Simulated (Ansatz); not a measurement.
## Ru: the change of energy less free atoms and pressure with volume scale

Periodic Kohn-Sham DFT of a crystal at fixed atoms, scaled to volume_scale times the given cell; pressure positive in compression, energy less spherical unpolarised free atoms, largest_vzz the field gradient of largest size among the nuclei. The results are calculated, by Ansatz 0.2.0.

The cell before it is scaled or strained (space group P6_3/mmc, No. 194):
```
cell vectors (Å)
   2.7058     0.0000     0.0000
  -1.3529     2.3433     0.0000
   0.0000     0.0000     4.2819
atoms (fractions of the cell vectors)
Ru  0.33333  0.66667  0.25000
Ru  0.66667  0.33333  0.75000
```

Settings of every row: method all-electron LAPW; functional PBEsol; relativity scalar; k mesh 14x14x8; filling fermi-dirac; smearing width 0.03 eV; basis error target 1 meV/atom; nucleus gaussian.

Atom start moment: 0 on all atoms.

| row | volume scale | V (Å³/atom) | energy less free atoms (eV/atom) | pressure (GPa) |
| --- | --- | --- | --- | --- |
| 1 | 0.94 | 12.76 | -10.1435 | 16.565 |
| 2 | 0.96 | 13.032 | ? | ? |
| 3 | 0.98 | 13.303 | -10.1713 | 0.461 |
| 4 | 0.99 | 13.439 | -10.1702 | -3.005 |
| 5 | 1 | 13.575 | -10.1663 | -6.272 |
| 6 | 1.01 | 13.71 | -10.1596 | -9.351 |
| 7 | 1.02 | 13.846 | -10.1505 | -12.251 |
| 8 | 1.04 | 14.118 | -10.1251 | -17.554 |
| 9 | 1.06 | 14.389 | -10.0913 | -22.252 |

Question: what energy less free atoms and pressure should row 2 give?

Worked fit of energy less free atoms. Take u = (V_r/V)^(2/3) − 1 with V_r = 13.643 Å³ an atom, which is twice the finite (Eulerian) strain; such expansions in the strain, on which the Birch-Murnaghan equation of state is built, carry the rest volume and the bulk modulus. The shown rows have u = 0.04562, 0.01697, 0.01009, 0.00334, -0.00326, -0.0098, -0.02256, -0.03487. Least squares give energy less free atoms = −10.16326 − 1.0016 × u + 30.882 × u² + 12.4 × u³ eV/atom; a parabola predicts inner rows, each left out in turn, worse (root mean square 0.00019 against 4.4e-05 eV/atom). The rows lie off it by 0.0000, 0.0000, 0.0000, 0.0000, 0.0001, 0.0000, 0.0000, 0.0000. Its lowest point lies at u = 0.0161, or V = 13.32 Å³ an atom, and the curvature there gives the bulk modulus at fixed shape and fractions, B = (4/9)(1 + u)² E″(u)/V = 347 GPa. Letting shape and atoms relax would as a rule lower it, by much in layered, chain or molecular crystals. The withheld row has u = 0.03102, so the fit gives −10.16326 − 1.0016 × (0.03102) + 30.882 × (0.03102)² + 12.4 × (0.03102)³ = -10.1642 eV/atom.

The calculation gave -10.1642 eV/atom. The fit meets it to the printed digit.

Worked fit of pressure. Take u = (V_r/V)^(2/3) − 1 with V_r = 13.643 Å³ an atom, which is twice the finite (Eulerian) strain; such expansions in the strain, on which the Birch-Murnaghan equation of state is built, carry the rest volume and the bulk modulus. The shown rows have u = 0.04562, 0.01697, 0.01009, 0.00334, -0.00326, -0.0098, -0.02256, -0.03487. Least squares give pressure = −7.845 + 463.837 × u + 1501.03 × u² + 1325 × u³ GPa; a parabola predicts inner rows, each left out in turn, worse (root mean square 0.021 against 0.0095 GPa). The rows lie off it by 0.000, -0.004, 0.006, 0.007, -0.010, -0.003, 0.006, -0.002 (root mean square 0.0056 GPa). The pressure vanishes at u = 0.0161, or V = 13.32 Å³ an atom, and there the bulk modulus at fixed shape and fractions is B = −V dP/dV = (2/3)(1 + u) dP/du = 348 GPa. Letting shape and atoms relax would as a rule lower it, by much in layered, chain or molecular crystals. The withheld row has u = 0.03102, so the fit gives −7.845 + 463.837 × (0.03102) + 1501.03 × (0.03102)² + 1325 × (0.03102)³ = 8.027 GPa.

The calculation gave 8.04 GPa. The fit lies 0.013 GPa (0.033 % of the column's range) below it; its largest miss of a shown row is 0.010 GPa.
